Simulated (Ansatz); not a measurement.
Group exchange: CH6N2 + CH6OSi → CH7NSi + CH5NO

Species: CH6N2 (methylhydrazine) `CNN`, singlet; CH6OSi `CO[SiH3]`, singlet; CH7NSi `CN[SiH3]`, singlet; CH5NO `CON`, singlet. The partners trade NH2 for SiH3: N–NH2 and O–SiH3 bonds give way to N–SiH3 and O–NH2.

Shapes, held fixed at every level: PBE0-D4/def2-TZVP. Flexible molecules stand in one conformer, not always the lowest. Programs: Ansatz 0.2.0. The zero-point and thermal change to 298 K, harmonic and unscaled (PBE0-D4/def2-TZVP), is -2.4 kJ/mol.

```csv
level,kind,ΔH(298 K) (kJ/mol),less CCSD(T)/CBS estimate
HF/def2-SVP,Hartree–Fock,+100.5,+2.3
SPW92/def2-TZVPP,LDA,+92.3,-5.9
PBE-D4/def2-TZVPP,GGA,+87.4,-10.8
wB97X-V/def2-TZVPP,range-separated hybrid,+94.8,-3.4
CCSD/def2-SVP,coupled cluster or CI,+91.7,-6.5
CCSD/def2-TZVPP,coupled cluster or CI,+98.1,-0.1
CCSD(T)/CBS estimate,coupled cluster or CI,+98.2,0.0
```

The highest level, CCSD(T)/CBS estimate, gives ΔH(298 K) = +98.2 kJ/mol; the levels span +87.4 to +100.5. The column of differences is taken from that level and isn't an error. No measured value is set beside it here. The CBS estimate extrapolates MP2 from def2-TZVPP and def2-QZVPP and adds CCSD(T) − MP2 in the triple-zeta set, cores frozen.

Exchanging the groups is strongly endothermic at every level, so the preference for keeping silyl on oxygen and amino on nitrogen doesn't depend on the treatment of correlation. The main reason is the strength of the Si–O bond: oxygen is more electronegative than nitrogen, and its bond to electropositive silicon gains more from ionic character than Si–N does. The other exchange offers little compensation, since N–N and N–O are both weak single bonds with repulsion between adjacent lone pairs.

The Hartree–Fock value lies close to the reference, but this is probably a cancellation of errors: in the same small basis CCSD falls to +91.7 kJ/mol, and the larger basis brings it back to +98.1. The near-coincidence of that last value with the highest level likewise doesn't prove that triples are negligible, because the remaining basis-set change could offset them. PBE-D4 understates the cost most, perhaps through an uneven description of the polar Si–O and the lone-pair-rich N–O bonds. The reaction enthalpy fixes only the balance among the four bonds, not their individual dissociation energies.
